The total energy of a crystal rests on an average over electron wavevectors, taken in practice on a mesh of $N\times N\times N$ points. With a single point, the energy of rock-salt BiTe is wrong by several eV per atom; with a few hundred points, the error is of the order of 10 meV per atom. The table follows this change for one fixed cell in density-functional theory. The energies are counted from the densest mesh, so their differences measure sampling error and no change in the material.

Rock-salt BiTe in a fixed two-atom cell, computed with Ansatz 0.2.0 using PBE and all-electron scalar-relativistic LAPW, with a 176.7 eV wave cutoff, Fermi–Dirac smearing of 0.05 eV, and no spin polarisation or spin–orbit coupling. The sweep value is the k-point mesh; energies are free energies relative to the 10,10,10 mesh, and gaps are those found on each mesh.

```csv
sweep value,energy less tightest (meV/atom),pressure (GPa),gap (eV)
"1,1,1",3866.0,30.81,4.573
"2,2,2",732.9,6.34,0.529
"4,4,4",-16.3,0.70,0.000
"5,5,5",-1.7,0.68,0.000
"6,6,6",3.3,0.94,0.000
"7,7,7",10.0,0.93,0.000
"8,8,8",-4.0,0.67,0.000
"10,10,10",0.0,0.80,0.000
```

**(a) How should the error shrink as the mesh gets denser?**

*Solution.* First decide whether the material is a metal. The cell holds 83 + 52 = 135 electrons, and without spin polarisation each band takes two electrons per cell. An odd number therefore leaves at least one band partly filled, and the crystal is a metal in this calculation. The rock-salt cell is a model: the known compound has a layered structure. The gaps at 1,1,1 and 2,2,2 are therefore products of the mesh. Eight points can simply miss the energies in between. A single point cannot even have a true gap, since the odd electron leaves a level partly filled there; the value printed at 1,1,1 is only a spacing between levels.

Now take two limiting cases. If all bands were either full or empty, the quantity to be averaged would vary smoothly, and the error would die away exponentially with $N$. In a metal the occupation drops abruptly at the Fermi surface, the boundary between filled and empty states. The smearing of 0.05 eV rounds this step, but on the meshes used here the band energy typically changes by more than that from one point to the next, so the step still acts as a sharp one. On much denser meshes the smearing would take over and the error should fall faster than estimated below. A mesh point stands for a small block of wavevectors, and a block cut by this boundary is counted wrongly.

The size of the error follows from counting such blocks. A surface cuts about $N^2$ of the $N^3$ blocks, a share of $1/N$. Within one block the band energy changes by about $W/N$, where $W$ is the energy range of the band, a few eV. Since the number of electrons is fixed, a miscounted state costs only its distance in energy from the Fermi surface, at most about $W/N$. The cut blocks together then give an error of about $W/N^2$.

Most of this error cancels, however. If the mesh were shifted through all possible positions, every wavevector would be visited equally and, for a fixed Fermi energy, the average would be exact. The mean error of the cut blocks must therefore be offset elsewhere, and it is: the filled blocks, in which the band is curved, err slightly the other way. What remains is the scatter from one cut block to the next, which depends on where the surface passes through each. If this scatter is random, its sum over $N^2$ blocks is smaller than $W/N^2$ by a further factor of about $N$. This gives

$$|\Delta E| \lesssim \frac{A}{N^3},$$

where $\Delta E$ is the error per atom and $A$ is an energy of the order of $W$. The rule amounts to dividing a few eV by the number of mesh points. It gives a size and no sign, since the sign depends on how the mesh happens to meet the surface.

**(b) Fix the constant from the 2,2,2 mesh, then estimate the errors at 4,4,4 and 7,7,7.**

*Solution.* The 2,2,2 mesh has 8 points and an error of 733 meV per atom. Their product is 5.9 eV, which we round up to $A = 6$ eV. This mesh is too sparse for the block-counting argument to hold strictly, so $A$ is an empirical constant and not a measured band width.

For 4,4,4 there are 64 points, and the rule allows 6000 meV / 64 ≈ 94 meV per atom. The calculation gives an error of 16 meV. For 7,7,7 there are 343 points, and the rule allows about 17 meV, against a computed 10 meV. Neither row was used to set the constant.

The rule can also be turned round. A tolerance of 10 meV per atom calls for 6000 / 10 = 600 points, or between 8 and 9 divisions along each direction. One would choose 9.

**(c) How good is the rule, and where does it stop?**

*Solution.* It holds as a ceiling for the energies in this table, though at 2,2,2 and 10,10,10 only by construction, and it is a poor forecast of any single one. From 4,4,4 to 8,8,8 it overstates the error by factors between about 2 and 28. An exponential drawn through the two sparsest meshes does worse where it matters: at 7,7,7 it promises 0.2 meV, far below the computed 10 meV. The scatter is too large to establish the cube itself, which rests on the argument in (a).

The cube rule overstates the error most at 5,5,5, where the energy is only 1.7 meV from the reference. Such closeness is no proof of convergence, because the denser 7,7,7 mesh is worse. Its pressure is also still 0.12 GPa from that of the densest mesh, about as far off as at 4,4,4. An error that changes sign can pass close to zero on the way, so one good value should not end a convergence test.

The recipe is less safe for the pressure. Calibrated on the pressure at 2,2,2, it allows 0.09 GPa at 8,8,8, while the computed difference is 0.13 GPa. Part of that difference may come from the densest mesh, for which the recipe allows 0.04 GPa. Even so, the pressure should be expected to converge more slowly. A state miscounted near the Fermi surface costs little energy, but its energy may respond to compression quite differently from that of the state it replaces.

The reference energy is uncertain in the same way. At 10,10,10 the rule allows an error of 6 meV per atom, so the table cannot certify an accuracy of 1 meV. Spin-orbit coupling, which is strong in bismuth, is left out here; it can reshape the Fermi surface, and the constant should then be set afresh. The output below compares the rules row by row.

Printed output of the fit:

```
Energy error and three rules in meV/atom:
       row  mesh points  size of error  cube rule ceiling  exponential  inverse square
     1,1,1            1           3866               6000         3866            2932
     2,2,2            8          732.9                750        732.9           732.9
     4,4,4           64           16.3              93.75        26.34           183.2
     5,5,5          125            1.7                 48        4.993           117.3
     6,6,6          216            3.3              27.78       0.9466           81.43
     7,7,7          343             10              17.49       0.1795           59.83
     8,8,8          512              4              11.72      0.03402           45.81
  10,10,10         1000              0                  6     0.001223           29.32
Constant that 2x2x2 alone would give (eV/atom): 5.863
Constant that 1x1x1 alone would give (eV/atom): 3.866
Constant that 7x7x7 alone would give (eV/atom): 3.43
Smallest ratio of ceiling to error from 4x4x4 to 8x8x8: 1.749
Largest ratio of ceiling to error from 4x4x4 to 8x8x8: 28.24
Ratio of error to exponential rule at 7x7x7: 55.72
Ratio of inverse square rule to error at 7x7x7: 5.983
Energy change between 7x7x7 and 8x8x8 (meV/atom): 14
Divisions per direction that the rule asks for 10 meV/atom: 8.434
Divisions per direction that the rule asks for 1 meV/atom (extrapolated): 18.17
Pressure less that of the densest mesh in GPa:
       row  pressure difference  cube rule from 2x2x2
     1,1,1                30.01                 44.32
     2,2,2                 5.54                  5.54
     4,4,4                 -0.1                0.6925
     5,5,5                -0.12                0.3546
     6,6,6                 0.14                0.2052
     7,7,7                 0.13                0.1292
     8,8,8                -0.13               0.08656
  10,10,10                    0               0.04432
Ratio of pressure error to its cube rule at 8x8x8: 1.502
```
